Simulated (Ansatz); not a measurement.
# W: pressure against volume per atom

All results are calculated (Ansatz 0.2.0). Periodic Kohn-Sham DFT of a crystal at fixed atoms; pressure and stress are positive in compression; the energy is the free energy less that of spherical unpolarised free atoms; site moments are those in the method's own spheres, positive along +z.

Cell of the first row (space group Fm-3m, No. 225):
```
cell vectors (Å)
   0.0000     1.9886     1.9886
   1.9886     0.0000     1.9886
   1.9886     1.9886     0.0000
atoms (fractions of the cell vectors)
W   0.00000  0.00000  0.00000
```

Settings of every row: method frozen-core PAW; functional LDA; relativity scalar; k mesh 14x14x14; filling fermi-dirac; smearing width 0.05 eV; wave cutoff 420 eV; paw set soft_2.

Atom start moment: 0 on all atoms.

Limits: PAW files made with PBE; no spin-orbit coupling on heavy atoms.

| row | volume per atom (Å³) | pressure (GPa) |
| --- | --- | --- |
| 1 | 15.727 | -0.816 |
| 2 | 15.894 | -4.024 |
| 3 | 16.062 | -7.071 |
| 4 | 16.396 | -12.701 |
| 5 | 16.564 | -15.298 |
| 6 | 16.731 | -17.757 |
| 7 | 16.898 | -20.085 |
| 8 | 17.065 | -22.288 |
| 9 | 17.4 | ? |
| 10 | 17.567 | -28.205 |
| 11 | 17.735 | -29.964 |

Question: what pressure should row 9 give?

Worked fit of pressure. Take u = (V_r/V)^(2/3) − 1 with V_r = 16.648 Å³ an atom, which is twice the finite (Eulerian) strain; such expansions in the strain, on which the Birch-Murnaghan equation of state is built, carry the rest volume and the bulk modulus. The shown rows have u = 0.03867, 0.03138, 0.02418, 0.01022, 0.00338, -0.00331, -0.00989, -0.01636, -0.03519, -0.04129. Least squares give pressure = −16.5546 + 367.205 × u + 1027.66 × u² GPa; a straight line predicts inner rows, each left out in turn, worse (root mean square 0.61 against 0.0044 GPa). The rows lie off it by 0.002, -0.004, 0.004, -0.007, 0.004, 0.002, 0.001, -0.001, -0.001, 0.000 (root mean square 0.0033 GPa). The withheld row has u = -0.02902, so the fit gives −16.5546 + 367.205 × (-0.02902) + 1027.66 × (-0.02902)² = -26.345 GPa.

The calculation gave -26.342 GPa. The fit lies 0.003 GPa (0.01 % of the column's range) below it; its largest miss of a shown row is 0.007 GPa.
